Dear colleague,

The power law $J\propto V^{l+1}$ that you fit to your insulating CdS platelets rests on one relation, that between trapped and free electrons when the traps form an exponential tail below the conduction band. Rose proposed such a distribution in 1955. The quick argument fills every trap below the Fermi level and empties every trap above it. Below I do the sum with the true occupation function, carry the result into the current law, and estimate what has been left out.

## Premises

1. The trap levels have the density, per volume and energy,
$$D(E)=\frac{N_t}{kT_0}\,e^{-(E_c-E)/kT_0},\qquad E<E_c, \tag{1}$$
so that $N_t$ is the total trap concentration and $T_0$ a parameter of the crystal. The tail is continued to $E\to-\infty$.
2. Traps are independent, neutral when empty, and hold at most one electron. The empty centre has $g_0$ states, the filled centre $g_1$, and $g=g_1/g_0$ is the same for all levels. A spinless empty centre that binds an electron of either spin has $g=2$.
3. Free electrons are non-degenerate and at the lattice temperature. Their density defines the electron quasi-Fermi level $E_F$ (the chemical potential; I keep $\mu_n$ for the mobility) through $n=N_c\,e^{-(E_c-E_F)/kT}$.
4. Traps exchange electrons with the conduction band only, in a steady state, with rate constants that do not depend on the field.

I write $a=T/T_0$ and $l=1/a=T_0/T$.

## Occupation of one level

In equilibrium a centre and the electron reservoir form a grand canonical system. The empty centre has weight $g_0$, the filled one $g_1e^{-(E-E_F)/kT}$, so
$$f(E)=\frac{1}{1+g^{-1}e^{(E-E_F)/kT}}=\frac{1}{1+e^{(E-E_F^*)/kT}},\qquad E_F^*=E_F+kT\ln g. \tag{2}$$
The degeneracy only shifts the step. Authors who write $1+g\,e^{(E-E_F)/kT}$ mean the inverse ratio, and for them $g\to1/g$ everywhere below.

A crystal carrying injected current is not in equilibrium, so (2) needs a second argument. Let $c_n$ be the capture coefficient and $e_n$ the emission rate: $df/dt=c_nn(1-f)-e_nf$. In equilibrium both terms balance, and (2) with premise 3 gives
$$\frac{e_n}{c_n}=n\,\frac{1-f}{f}=\frac{N_c}{g}\,e^{-(E_c-E)/kT},$$
which no longer contains $E_F$ and by premise 4 is a property of the level. In the steady state $f=n/(n+e_n/c_n)$, and inserting $n$ from premise 3 returns (2), now with the local quasi-Fermi level. The capture coefficient drops out of $f$. It sets only the relaxation rate, $c_nn+e_n$.

## The trapped charge

Put $u=(E-E_F^*)/kT$ and $\eta=(E_c-E_F^*)/kT$. Then $(E_c-E)/kT_0=a(\eta-u)$ and $dE/kT_0=a\,du$, so
$$n_t=\int_{-\infty}^{E_c}D f\,dE=N_t\,a\,e^{-a\eta}\int_{-\infty}^{\eta}\frac{e^{au}}{1+e^{u}}\,du. \tag{3}$$
The integrand is the shape of the filled distribution. It rises as $e^{au}$ below the step and varies as $e^{-(1-a)u}$ above it. For $a<1$ it has a maximum where $a(1+e^u)=e^u$, that is at $e^u=a/(1-a)$, and it decays on both sides. One may then write the integral as the one over the whole line minus the piece above $\eta$.

**Whole line.** Call it $I$, for $0<a<1$. Integrate $e^{az}/(1+e^z)$ counter-clockwise round the rectangle with corners $\pm R$ and $\pm R+2\pi i$. The vertical sides vanish as $R\to\infty$, the right one as $e^{-(1-a)R}$ and the left one as $e^{-aR}$. On the upper side the denominator repeats itself, the numerator gains $e^{2\pi ia}$ and the direction is reversed, so the two long sides give $I(1-e^{2\pi ia})$. The only pole inside is $z=i\pi$, where the derivative of the denominator is $e^{i\pi}=-1$ and the residue is $-e^{i\pi a}$. Hence
$$I=\frac{-2\pi i\,e^{i\pi a}}{1-e^{2\pi ia}}=\frac{2\pi i}{e^{i\pi a}-e^{-i\pi a}}=\frac{\pi}{\sin\pi a}. \tag{4}$$

**Piece above the band edge.** For $u>\eta>0$ the geometric series $1/(1+e^u)=\sum_{k\ge0}(-1)^ke^{-(k+1)u}$ converges uniformly and can be integrated term by term. The $k$-th term gives $(-1)^ke^{-(k+1-a)\eta}/(k+1-a)$. Subtracting this from (4) and multiplying by $N_ta\,e^{-a\eta}$,
$$\frac{n_t}{N_t}=\frac{\pi a}{\sin\pi a}\,e^{-a\eta}-a\sum_{k\ge0}\frac{(-1)^k\,e^{-(k+1)\eta}}{k+1-a}. \tag{5}$$
This is exact within the premises for $E_F^*<E_c$.

**Leading term.** Since $a\eta=(E_c-E_F)/kT_0-a\ln g$,
$$n_t=N^*e^{-(E_c-E_F)/kT_0}=N^*\left(\frac{n}{N_c}\right)^{a},\qquad N^*=N_t\,g^{a}\,\frac{\pi a}{\sin\pi a}. \tag{6}$$
The second form follows from premise 3, because $e^{-(E_c-E_F)/kT_0}=[e^{-(E_c-E_F)/kT}]^{a}$. A sharp step at $E_F$ would give (6) with $N^*=N_t$. The factor $g^a$ moves the step up by $kT\ln g$. The factor $\pi a/\sin\pi a=1+\pi^2a^2/6+\dots$ exceeds unity because thermal smearing fills levels above the step, where (1) is larger, at the cost of levels below it, where (1) is smaller.

**Size of what is dropped.** The series in (5) alternates with decreasing terms, so its sum is positive and smaller than its first term. Equation (6) therefore overestimates $n_t$, and the dropped part is at most the fraction
$$\rho=\frac{\sin\pi a}{\pi(1-a)}\,e^{-(1-a)\eta} \tag{7}$$
of (6). Because $\sin\pi a=\sin\pi(1-a)<\pi(1-a)$, one has $\rho<e^{-(1-a)\eta}$. The condition for (6) is thus
$$(1-a)\eta=(E_c-E_F^*)\left(\frac1{kT}-\frac1{kT_0}\right)\gg1. \tag{8}$$
In terms of the depth in units of $kT_0$ the left side is $(l-1)\,a\eta$. For $T\le T_0/2$ a depth of many $kT_0$ is enough. Close to $T_0$ it is not, as these values for $\eta=20$ show:

| $a$ | $\pi a/\sin\pi a$ | $\rho$ |
|---|---|---|
| 1/3 | 1.209 | $6.7\times10^{-7}$ |
| 1/2 | 1.571 | $2.9\times10^{-5}$ |
| 0.80 | 4.276 | 0.017 |
| 0.95 | 19.08 | 0.366 |

In the last row $E_F^*$ lies 19 $kT_0$ below $E_c$, and (6) is still too large by the factor $1/(1-\rho)=1.58$.

## At and above $T_0$

Equation (6) diverges as $a\to1$, while the trapped charge cannot exceed $N_t$. The divergence belongs to the extension of the integral beyond $E_c$. At $a=1$ the integrand of (3) is the derivative of $\ln(1+e^u)$, so
$$n_t=N_t\,e^{-\eta}\ln(1+e^{\eta})\simeq N_t\,\eta\,e^{-\eta}\qquad(T=T_0). \tag{9}$$
The same follows from (5). With $a=1-\epsilon$ the first term tends to $(a/\epsilon)e^{-\eta}e^{\epsilon\eta}$ and the $k=0$ term to $-(a/\epsilon)e^{-\eta}$; the poles cancel and leave $\eta e^{-\eta}$. At $T_0$ the filled distribution is flat from $E_F^*$ up to $E_c$, and the factor $\eta$ is the width of that plateau in units of $kT$.

The integral in (3) is analytic in $a$ for $\mathrm{Re}\,a>0$, so (5) continues to hold for non-integer $a>1$. There $e^{-\eta}$ outweighs $e^{-a\eta}$, and for $(a-1)\eta\gg1$, $\eta\gg1$ the $k=0$ term leads:
$$n_t\simeq N_t\,\frac{a}{a-1}\,e^{-\eta}=g\,N_t\,\frac{a}{a-1}\,\frac{n}{N_c}\qquad(T>T_0). \tag{10}$$
This is what (3) gives with the Boltzmann occupation $f\simeq e^{-u}$. The charge now sits within about $kT/(a-1)$ of the band edge and is proportional to $n$, as for a shallow level. The change from (6) to (10) takes place over the window $|1-a|\lesssim1/\eta$, and in and above it the result depends on how the tail really ends at $E_c$.

## The current law

Take a slab of thickness $L$ and permittivity $\varepsilon$, an injecting cathode at $x=0$, and let $F$ be the magnitude of the field that drives electrons towards $+x$. Add four premises: drift current only, constant mobility, $n\ll n_t$, and an injected charge large against the trapped charge present in equilibrium. Then
$$J=q\mu_nnF,\qquad \varepsilon\,\frac{dF}{dx}=q\,n_t,\qquad F(0)=0,$$
where $J$ is independent of $x$ and the last condition expresses an unlimited supply at the cathode. Eliminate $n$ with the first equation and use (6):
$$F^{a}\frac{dF}{dx}=A,\qquad A=\frac{qN^*}{\varepsilon}\left(\frac{J}{q\mu_nN_c}\right)^{a}.$$
One integration gives $F^{1+a}=(1+a)Ax$, or $F=F_L(x/L)^{l/(l+1)}$, since $1/(1+a)=l/(l+1)$. A second gives $V=\int_0^LF\,dx=F_LL\,(l+1)/(2l+1)$. At the anode, therefore,
$$F_L=\frac{2l+1}{l+1}\frac VL,\qquad n_t(L)=\frac{\varepsilon}{q}\frac{l}{l+1}\frac{F_L}{L}=\frac{l(2l+1)}{(l+1)^2}\frac{\varepsilon V}{qL^2}. \tag{11}$$
The trapped charge is fixed by electrostatics alone. Statistics decides how many free electrons go with it: inverting (6), $n(L)=N_c[n_t(L)/N^*]^l$, and $J=q\mu_nn(L)F_L$ becomes
$$J=q\mu_nN_c\left(\frac{2l+1}{l+1}\right)^{l+1}\left(\frac{l}{l+1}\,\frac{\varepsilon}{qN^*}\right)^{l}\frac{V^{l+1}}{L^{2l+1}}. \tag{12}$$
With $N_t$ in place of $N^*$ this is the form quoted after Mark and Helfrich (1962). The exponents are the same in both. The prefactor of (12) is smaller by $(N^*/N_t)^l=g\,(\pi a/\sin\pi a)^l$, and a fit with the step version returns $N^*$ under the name of $N_t$. As $N^*$ depends on temperature, such a fit reports a trap density that grows on warming.

## Range of validity

*Statistics.* Equation (6) needs $T<T_0$, condition (8), and an exponential tail over the range that holds the charge, which is several $kT_0$ below $E_F^*$ and several $kT/(1-a)$ above it. A tail that ends at a depth $W$ below $E_F^*$ loses a fraction of order $e^{-W/kT_0}$. A discrete level near $E_F$ with a concentration comparable to $n_t$ spoils the power law.

*Free charge.* From $n\propto1/F$ and $n_t\propto dF/dx$ one finds $\int n\,dx=(l+1)n(L)L$ and $\int n_t\,dx=(l+1)n_t(L)L/l$. Their ratio is $l\theta$ with $\theta=n(L)/n_t(L)$, and it must be small.

*Equilibrium charge.* The charge $n_{t0}$ trapped at the equilibrium Fermi level is neutralised by fixed positive centres, so the space charge is $n_t-n_{t0}$. For a given space charge $n_t$ is larger by the fraction $\delta=n_{t0}/n_t(L)$, and the current rises by a fraction of order $l\delta$.

*Diffusion.* With the Einstein relation and $n\propto x^{-l/(l+1)}$, the ratio of diffusion to drift current is $r(x)=(kT/q)\,l/[(l+1)xF]$. As $xF\propto x^{(2l+1)/(l+1)}$, it reaches unity at $x_d=L\,r(L)^{(l+1)/(2l+1)}$. This short length understates the effect. Near an ohmic cathode the field is retarding and vanishes only at a virtual cathode $x_m$. In that layer $E_F$ is almost flat. With $\psi=(E_c-E_F)/kT_0$, $n_t=N^*e^{-\psi}$ and $qF=-dE_c/dx$, Poisson's equation reads $\psi''=-q^2n_t/\varepsilon kT_0$. Differentiating $\psi=\psi_m+2\ln\cos\kappa(x-x_m)$ twice shows that it is solved by
$$n_t=\frac{n_m}{\cos^2\kappa(x-x_m)},\qquad \kappa^2=\frac{q^2n_m}{2\varepsilon kT_0}. \tag{13}$$
A contact density far above $n_m$ puts the cathode near the pole, $x_m\simeq\pi/2\kappa$. I estimate $n_m$ by the drift profile at $x_d$, $n_m\approx n_t(L)(L/x_d)^{1/(l+1)}$. The drift region is shortened by about $x_m$, while for two like contacts the voltage across it changes only by a few $kT_0/q$. By (12) the current then rises by the fraction $(2l+1)x_m/L$ to first order. This is an estimate of size. It scales as $V^{-(l+1)/(2l+1)}$ and does not depend on $L$, $N_t$ or $\mu_n$.

*Field and time.* The drift velocity must stay well below the thermal velocity, and each point must be held for many times $1/c_nn$.

## A numerical illustration for CdS

The static dielectric constant is the compiled value 8.42 (Rakita 2019; 300 K, direction not given). As typical inputs I take $m^*\approx0.20\,m_e$ and $\mu_n\approx300$ cm² V⁻¹ s⁻¹. The trap parameters and geometry are assumed: $N_t=10^{16}$ cm⁻³, $T_0=900$ K, $g=2$, $L=100$ µm, $V=100$ V, $T=300$ K. Then $a=1/3$, $l=3$, $kT=25.85$ meV, $kT_0=77.56$ meV, and $N_c=2(2\pi m^*kT/h^2)^{3/2}=2.244\times10^{18}$ cm⁻³.

*Statistics.* $g^a=1.260$, a shift of the step by 17.9 meV, and $\pi a/\sin\pi a=1.209$, of which the quadratic term alone gives 1.183. So $N^*=1.523\times10^{16}$ cm⁻³. Integrating (3) over $u>0$ shows that 31 % of the trapped electrons sit above $E_F^*$, in levels that are less than half filled.

*Electrostatics.* $\varepsilon V/qL^2=4.653\times10^{12}$ cm⁻³. By (11), $F_L=\tfrac74V/L=1.75\times10^4$ V/cm and $n_t(L)=\tfrac{21}{16}\,\varepsilon V/qL^2=6.107\times10^{12}$ cm⁻³.

*Free electrons and current.* $n_t(L)/N^*=4.009\times10^{-4}$, whose cube times $N_c$ is $n(L)=1.446\times10^{8}$ cm⁻³. The quasi-Fermi level at the anode lies 0.607 eV below $E_c$, so $\eta=22.8$. Equation (12) gives $J=0.12$ mA/cm², varying as $V^4/L^7$. The step version gives 0.43 mA/cm², larger by $2\times1.768=3.54$. Without traps the same integration with $n$ as the space charge yields $\tfrac98\varepsilon\mu_nV^2/L^3=2.52$ A/cm², so the tail leaves the fraction $4.8\times10^{-5}$ of that current.

*The neglected terms.* The truncation (7) is $\rho=1.1\times10^{-7}$. The free charge has $\theta=2.4\times10^{-5}$ and $l\theta=7.1\times10^{-5}$. With the compiled gap of 2.482 eV (Abedi 2022), $E_F$ lies 1.875 eV above the valence band, so exchange with holes can be ignored in the dark provided the anode injects none. An assumed equilibrium Fermi level 0.90 eV below $E_c$ means $n_0=1.7\times10^3$ cm⁻³ and $n_{t0}=1.39\times10^{11}$ cm⁻³, hence $\delta=0.023$ and $l\delta=0.07$. Diffusion is the largest item: $r(L)=1.11\times10^{-4}$, $x_d=0.55$ µm, $n_m=2.24\times10^{13}$ cm⁻³, $x_m=2.8$ µm, and $7x_m/L=0.20$. Since this correction falls as $V^{-4/7}$, it also lowers the logarithmic slope by about $\tfrac47\times0.20=0.11$, which a fit would read as a smaller $T_0$. At 10 V the same estimate is 0.74, the first-order treatment fails, and diffusion rivals the statistical factor itself. The drift velocity at the anode, $5.25\times10^6$ cm/s, is 0.20 of the thermal velocity $v=(3kT/m^*)^{1/2}=2.61\times10^7$ cm/s, so a constant mobility is a fair but not a close approximation. With a typical cross-section $\sigma\approx10^{-15}$ cm² and $c_n=\sigma v$, the time $1/c_nn(L)$ is about 0.3 s, and it grows as $n$ falls, roughly as $V^{-3}$.

Premise 2 deserves a test on your samples. If the traps were positive when empty, the field would act on the potential $-q^2/4\pi\varepsilon s-qFs$, whose maximum along the field lies $(q^3F/\pi\varepsilon)^{1/2}$ below the zero-field barrier. At $F_L$ this is 35 meV, and the emission rate could rise by up to a factor 3.8, as large as the whole correction 3.54 and growing with voltage.

The 0.12 mA/cm² is the model's number for assumed traps, not a property of CdS. Typically the dark space-charge-limited current of an insulating CdS crystal lies orders of magnitude below the trap-free value and differs by orders of magnitude between crystals; $N_t$ and $T_0$ were chosen to give behaviour of that kind, so the outcome confirms nothing. Within the model, diffusion and the equilibrium charge both raise the current above (12), together by roughly a quarter at 100 V, and each per cent in $\varepsilon$ moves $J$ by three per cent. What carries over to your data is the ratio: at $T_0=3T$ and $g=2$, a trap density extracted with the step law has to be divided by 1.52.